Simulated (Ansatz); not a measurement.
The dipole moment down a group: O to Se

One atom is swapped for its congeners: GaH3(OH2); GaH3(SH2); GaH3(SeH2). All are singlets with charge 0.

Shapes, held fixed at every level: PBE0-D4/def2-TZVP. Programs: Ansatz 0.2.0. Values in D.

(1) How should the dipole moment change along the series?

Answers

(1) At wB97M-V/def2-TZVPP the dipole moment falls at every step, from 3.79 to 3.19 D. Every level shows the same order. Relativity is left out for Ga, Se unless named.

```
               level  GaH3(OH2)  GaH3(SH2)  GaH3(SeH2)
   PBE-D4/def2-TZVPP       3.79       3.31        3.27
r2SCAN-D4/def2-TZVPP       3.84       3.36        3.33
 B3LYP-D4/def2-TZVPP       3.79       3.29        3.23
  wB97M-V/def2-TZVPP       3.79       3.25        3.19
```

The fall in dipole moment is mostly a step from oxygen to sulfur; the change from sulfur to selenium is slight, and smaller than the spread between functionals for either molecule, so its direction is better supported than its size. A likely contributor, not tested by these calculations, is the declining electronegativity of the donor atom. O–H bonds are strongly polar, whereas S–H and Se–H bonds are much less so, and water therefore brings the largest dipole of its own into the adduct. Sulfur and selenium are close in electronegativity, which fits the small second step.

The moments of the heavier adducts remain sizeable because pyramidalised GaH3 and donation from the chalcogen lone pair into the empty gallium orbital also contribute. The greater polarisability of the heavier donors probably offsets part of their lost bond polarity, and their softer lone pairs may also explain why the functionals differ more for them than for water. The larger moment of the water adduct is not in itself evidence of a stronger donor–acceptor bond.
